# Where LaGe departs from the free-electron curve

Fourteen electrons per cell take part in the bonding of LaGe: three from each of two lanthanum atoms and four from each of two germanium atoms. If they moved through the crystal without noticing the atoms, their number and the cell volume alone would fix the density of states, that is, how many states the crystal offers per eV of energy. In the opposite limit, that of atoms far apart, the same electrons would sit in a few sharp levels with nothing between them. The table lies between these limits, and each stretch of it shows how near a shell of orbitals comes to one or the other.

Density of states of LaGe (CrB structure type, 4 atoms per cell, 25.97 Å³/atom) in its relaxed cell, computed with Ansatz 0.2.0 using PBEsol and plane-wave PAW, scalar-relativistic, without spin, with a 420 eV cutoff, 8×8×8 k points and 0.05 eV Gaussian smearing. The tetrahedron densities are averaged over 0.3 eV; s, p, d and f are projections summed over all atoms.

```tsv
energy from the Fermi level (eV)	total (states/(eV cell))	s (states/(eV cell))	p (states/(eV cell))	d (states/(eV cell))	f (states/(eV cell))
-8.0	0.69	0.45	0.11	0.12	0.01
-7.7	0.65	0.43	0.10	0.12	0.01
-7.4	0.67	0.44	0.10	0.12	0.01
-7.1	0.71	0.47	0.10	0.12	0.01
-6.8	1.18	0.79	0.16	0.22	0.01
-6.5	1.78	1.21	0.25	0.29	0.02
-6.2	0.69	0.48	0.11	0.09	0.01
-5.9	0.33	0.24	0.06	0.03	0.01
-5.6	0.00	0.00	0.00	0.00	0.00
-5.3	0.00	0.00	0.00	0.00	0.00
-5.0	0.00	0.00	0.00	0.00	0.00
-4.7	0.00	0.00	0.00	0.00	0.00
-4.4	0.00	0.00	0.00	0.00	0.00
-4.1	0.01	0.00	0.00	0.00	0.00
-3.8	0.28	0.06	0.17	0.05	0.00
-3.5	0.90	0.18	0.52	0.19	0.01
-3.2	1.85	0.33	1.09	0.40	0.02
-2.9	2.87	0.43	1.74	0.65	0.04
-2.6	2.93	0.26	1.89	0.72	0.05
-2.3	3.31	0.23	2.02	0.99	0.07
-2.0	3.37	0.21	1.93	1.13	0.09
-1.7	4.18	0.23	2.44	1.36	0.13
-1.4	3.55	0.15	1.95	1.33	0.12
-1.1	2.58	0.06	1.23	1.18	0.10
-0.8	1.00	0.05	0.30	0.61	0.04
-0.5	2.19	0.13	0.48	1.49	0.06
-0.2	3.62	0.13	0.75	2.52	0.16
0.1	3.47	0.12	0.67	2.36	0.26
0.4	2.52	0.14	0.46	1.51	0.36
0.7	2.49	0.12	0.36	1.46	0.48
1.0	3.53	0.18	0.49	1.67	1.10
1.3	5.07	0.21	0.53	1.70	2.49
1.6	9.39	0.33	0.58	1.87	6.40
1.9	19.13	0.17	0.25	1.43	17.03
```

The free-electron curve takes three steps. The cell volume is $4\times25.97=103.9$ Å$^3$, so the electron density is $n=14/103.9=0.135$ Å$^{-3}$. The highest filled wave vector is $k_F=(3\pi^2 n)^{1/3}\approx1.59$ Å$^{-1}$, and the band reaches down to a depth $D=\hbar^2k_F^2/2m\approx3.8\times1.59^2\approx9.6$ eV below the Fermi level. With the energy $E$ counted from the Fermi level, the density of states is

$$g(E)=\frac{3}{2}\,\frac{14}{D}\sqrt{\frac{E+D}{D}} .$$

At $E=-0.8$ eV this yields 2.1 states per eV and cell, where the column "total" has 1.00. No row of the table was used to adjust the curve, so every row can disagree with it. In the occupied rows the typical deviation is 1.2 states/eV, more than half of the curve's highest value there. The curve is therefore a ruler for the breaks and a poor description of the compound.

One rule helps in reading the breaks. A shell of orbitals brings a fixed number of states, and the overlap between neighbouring atoms decides over how many eV they are spread. Strong overlap makes a wide, low band; weak overlap makes a narrow, tall one. Where the bands of two shells are too narrow to meet, a gap stays open.

## From −8.0 to −4.4 eV: a band and a gap

The first eight rows belong to a band in which the s column carries two thirds of the density. This is chiefly the germanium 4s shell, with some p and d character mixed in. The table opens inside this band: its rows hold two electrons, half of the four that two germanium atoms should place there.

Then come five rows with no states at all, from −5.6 to −4.4 eV, where the free-electron curve has about 1.5 states/eV. Over this stretch the curve would house 2.3 electrons. Since both the curve and the calculation must accommodate 14 electrons below the Fermi level, these have to find room elsewhere. Most of them find it above the gap, where the occupied stretches are on the whole denser than the curve.

The cause is the distance between the germanium 4s and 4p levels, roughly 8 eV in the free atom (a recalled figure). In the CrB structure the germanium atoms form zigzag chains, in which each has two close neighbours of its own kind. By the overlap rule, the s and p levels broaden into bands, but not enough to bridge the whole distance. The gap lies between filled bands, far below the Fermi level, so it doesn't keep LaGe from being a metal.

## From −4.1 to −0.8 eV: eight electrons and a dip

Above the gap the density climbs to 4.18 states/eV at −1.7 eV, about twice the free-electron value. The p column leads in this stretch as a whole, as befits bands built on germanium 4p. Eight electrons fit into little more than 3 eV here, whereas free electrons at these energies would need over 4 eV. The hump is thus the sign of a band narrower than free motion would make it.

At −0.8 eV the density drops to 1.00, less than half of the free-electron value. The break doesn't depend on the choice of smooth curve: the mean of the two neighbouring rows is higher still, and the dip lies 1.4 states/eV below it. Averaging over 0.3 eV may have filled in part of the dip, so its true floor could be lower.

The position of the dip can be understood by counting bonds. A germanium atom in a chain has two single bonds, to each of which it contributes one electron, and two lone pairs. That makes six electrons per atom and twelve for the two atoms in the cell: four in the s-like bands and eight in the p-like ones. The table's sum from the gap through the dip is 8.0 electrons, with an uncertainty of about 0.3 from the choice of where to cut.

The sum shows that the dip falls where the chains have all the electrons they need; that bonding puts it there is argued from the counting and not tested by the program. The argument applies to the CrB arrangement, which was assumed here and not tested against other structures.

A simpler explanation would be that the p band just runs out while the lanthanum d band passes through undisturbed. The d column speaks against it, because d dips along with p: measured against the mean of the two neighbouring rows, each falls by more than half. Germanium's own 3d shell is full and lies deep, so the d density here is essentially lanthanum 5d. It makes up about a third of the stretch below the dip. Part of that share may be germanium density that reaches into the wide lanthanum orbitals and is counted there, but its size suggests that lanthanum doesn't simply hand over its electrons and that its d orbitals mix with germanium p. Such mixing is expected to lower the filled combinations and raise the empty or partly filled ones, which would thin out both characters in between.

## From −0.5 to 0.7 eV: the two electrons left over

Twelve electrons satisfy the chains, and lanthanum and germanium together bring fourteen. The rows between the dip and the Fermi level do hold close to two, 1.9 by the sum. In these rows d accounts for 69% of the density, so the surplus electrons live mainly on lanthanum. They make the compound a metal with many states at the Fermi level instead of one poised at the edge of a dip.

The density has a peak here: at −0.2 eV the total of 3.62 states/eV exceeds the free-electron curve by 1.5. Most of the peak is d, as expected if lanthanum 5d bands run nearly flat there. It isn't a trait of the whole d band, for at 0.4 and 0.7 eV the total is back within 0.3 states/eV of the curve. The peak matters in practice because the electronic heat capacity at low temperature is proportional to the density at the Fermi level. An estimate from the electron count and the cell volume alone would come out at about 60% of what these bands imply.

The same counting suggests what a neighbouring compound would do. A divalent metal in place of lanthanum brings one electron fewer per atom, two fewer per cell. If the bands kept their shape, which is an assumption, the Fermi level would slide down into the dip.

## From 1.0 to 1.9 eV: the f shell

The largest break comes at the end of the table. The total reaches 19.13 states/eV at 1.9 eV, eight times the free-electron value, and f makes up 89% of it. Without the f part, 2.1 states/eV remain, close to the 2.4 of the curve. The f shell alone therefore accounts for the spike. The closeness of the remainder is no proof of free electrons, since most of it is d.

Of all the stretches in the table, this one comes nearest to the limit of separate atoms. The 4f orbitals of lanthanum are compact and lie inside its filled 5s and 5p shells, where they hardly touch the orbitals of neighbouring atoms. Two lanthanum atoms bring 28 such states, which crowd into a narrow range of energy. Between the Fermi level and the last row only 8.4 of them appear, so the table ends within the f band.

That so compact a shell gives a tall, narrow spike is sound physics, but the place of the spike on the energy scale is not. Semilocal density functionals such as the one used here put the empty 4f states of lanthanum a few eV too low. In the real compound the spike should stand well above this range, and the rows from 1.0 eV upward should not be compared with a measured spectrum. The dip and the count of electrons below it rest on filled bands of s, p and d character and are much less exposed to this error.

The printed analysis below compares the free-electron curve with the rows and lists the sums for each stretch.

Numerical output:

```
valence electrons per cell: 14
depth of the free-electron band below the Fermi level, eV: 9.585
rms deviation from the parabola in the occupied rows, states/eV: 1.155
parabola averaged over the five empty rows, states/eV: 1.514
states missing in the five empty rows against the parabola: 2.27
s share of the rows below the gap, percent: 67.31
electrons in the rows -8.0 to -5.9: 2.01
parabola in row -1.7, states/eV: 1.987
excess over the parabola in row -1.7, states/eV: 2.193
parabola in row -0.8, states/eV: 2.097
shortfall against the parabola in row -0.8, states/eV: 1.097
shortfall of total in row -0.8 against the mean of its two neighbours, states/eV: 1.385
same shortfall in p, states/eV: 0.555
same shortfall in d, states/eV: 0.725
electrons from row -4.1 through row -0.8: 8.049
electrons held by row -0.8 alone: 0.3
electrons above row -0.8 up to the Fermi level: 1.917
p share and then d share from -4.1 to -0.8, p in percent: 56.95
d share from -4.1 to -0.8, percent: 32.09
d share in rows -0.5 and -0.2, percent: 69.02
excess over the parabola in row -0.2, states/eV: 1.452
parabola in row 1.9, states/eV: 2.398
total less f in row 1.9, states/eV: 2.1
f share in row 1.9, percent: 89.02
f states from row 0.1 to row 1.9, of 28 in the cell: 8.436
```
